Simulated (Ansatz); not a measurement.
Strength of the C–Ge bond: GeH2(CH3)Cl → GeH2Cl + CH3

Species: GeH2(CH3)Cl, singlet; GeH2Cl `[Cl][GeH2]`, doublet; CH3 (methyl radical) `[CH3]`, doublet. 

Shapes, held fixed at every level: PBE0-D4/def2-TZVP. Programs: Ansatz 0.2.0. The zero-point and thermal change to 298 K, harmonic and unscaled (PBE0-D4/def2-TZVP), is -17.2 kJ/mol.

Problem. Estimate ΔH(298 K) of this reaction.

Solution. The highest level, CCSD(T)/def2-TZVPP, gives ΔH(298 K) = +338.4 kJ/mol; the levels span +323.7 to +385.0. The column of differences is taken from that level and isn't an error. No measured value is set beside it here. Open shells run unrestricted unless RO is named. Relativity is left out for Ge unless named. Correlated rows may include outer-core shells of Ge, which these sets cover unevenly. Times are processor times on shared x86 and Arm servers, and rough.

| level | kind | ΔH(298 K) (kJ/mol) | less CCSD(T)/def2-TZVPP | CPU time (sum over the molecules) |
| --- | --- | --- | --- | --- |
| SPW92/def2-TZVPP | LDA | +385.0 | +46.6 | 5.9 s |
| PBE0-D4/def2-TZVPP | global hybrid | +328.7 | -9.7 | 15 s |
| B2PLYP/def2-TZVPP | double hybrid | +324.0 | -14.4 | 23 s |
| MP2/def2-SVP | perturbation theory | +337.0 | -1.4 | – |
| CCSD(T)/def2-SVP | coupled cluster or CI | +323.7 | -14.7 | 13 s |
| CCSD/def2-TZVPP | coupled cluster or CI | +329.9 | -8.5 | – |
| CCSD(T)/def2-TZVPP | coupled cluster or CI | +338.4 | 0.0 | 3.3 min |

Breaking the C–Ge bond costs +338.4 kJ/mol at the highest level, as expected for a strong, mildly polar single bond between germanium and carbon. Homolysis separates a bonding electron pair, so the products lose correlation energy that the molecule had. Recovering more of it strengthens the bond: the enthalpy rises from +323.7 to +338.4 kJ/mol when the basis for CCSD(T) is enlarged, and connected triples add 8.5 kJ/mol in the larger set. The first step suggests that the basis limit lies somewhat higher still.

MP2 in the small basis lands only 1.4 kJ/mol below the highest level, but this is probably a cancellation, since CCSD(T) in that same basis is clearly lower. The local density approximation shows its familiar overbinding, while both hybrid functionals fall below the highest level, the double hybrid more so. Without the unchlorinated methylgermane for comparison, the numbers don't show whether chlorine strengthens or weakens the C–Ge bond.
